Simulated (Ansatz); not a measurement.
## How methods differ on SiH2F (SMILES F[SiH2])

The species is SiH2F (4 atoms), meant as a doublet with charge 0. As SMILES, `F[SiH2]`. The shape is that of a GFN2-xTB optimisation.

```xyz
4

F     1.2056    0.6475   -0.4255
Si   -0.1221   -0.2649   -0.2469
H    -1.2199    0.6785   -0.2616
H     0.1365   -1.0611    0.9340
```

Each level gives the energy change with the Si2–H4 bond stretched from 1.448 to 2.171 Å (eV). The values are calculated.

| level | kind | program | value (eV) | less FCI/STO-3G | CPU time (all runs) |
| --- | --- | --- | --- | --- | --- |
| U-revPBE/STO-3G | GGA | Ansatz | 2.06 | -0.22 | 2.6 s |
| UBLYP/STO-3G | GGA | Ansatz | 1.99 | -0.29 | 2.5 s |
| U-r2SCAN/STO-3G | meta-GGA | Ansatz | 2.28 | 0.00 | 6.9 s |
| U-r2SCAN0/STO-3G | hybrid meta-GGA | Ansatz | 2.51 | +0.23 | 7.7 s |
| U-wB97M-V/STO-3G | range-separated hybrid | Ansatz | 2.50 | +0.22 | 37 s |
| U-wB97X/STO-3G | range-separated hybrid | Ansatz | 2.62 | +0.34 | 14 s |
| UBCCD(T)/STO-3G | coupled cluster or CI | Ansatz | 2.30 | +0.02 | 0.44 s |
| UCCSDTQ/STO-3G | coupled cluster or CI | Ansatz | 2.28 | 0.00 | 51 s |
| FCI/STO-3G | exact in the basis | Ansatz | 2.28 | 0.00 | 0.6 s |

FCI/STO-3G is exact within its basis and frozen core, so for wave-function methods in that basis the difference is their error; functionals converge differently with the basis, so for them it is only a difference. The first shape isn't each level's own minimum. The values span 1.99 to 2.62 eV. Spin contamination of the reference (⟨S²⟩ at least 0.1 too high) touches UBCCD(T)/STO-3G, UCCSDTQ/STO-3G. All rows use very small basis sets, so even the best lies far from the true value. Times are those of the runs behind each value, whatever else they computed, on shared processors of several kinds: orders of magnitude only.

Stretching the Si–H bond costs 2.28 eV in the exact treatment, and the functionals scatter around that value according to their exchange. The two GGAs fall below it, r2SCAN coincides with it, and all three functionals containing exact exchange lie above. The cleanest comparison is r2SCAN with r2SCAN0, where the cost rises from 2.28 to 2.51 eV. As the σ bond lengthens, its bonding and antibonding orbitals approach in energy and left-right correlation grows. Semilocal exchange mimics part of this correlation, whereas exact exchange doesn't, which probably explains the higher cost with the hybrids. The r2SCAN match therefore suggests a balance of errors rather than an exact description of the stretched bond.

The coupled-cluster results show that the correlation is still tractable from a single reference: UCCSDTQ reproduces FCI to the printed precision, and UBCCD(T), with only perturbative triples, is just 0.02 eV too high. One partly stretched geometry doesn't establish the dissociation energy, nor whether this agreement persists towards separated fragments.
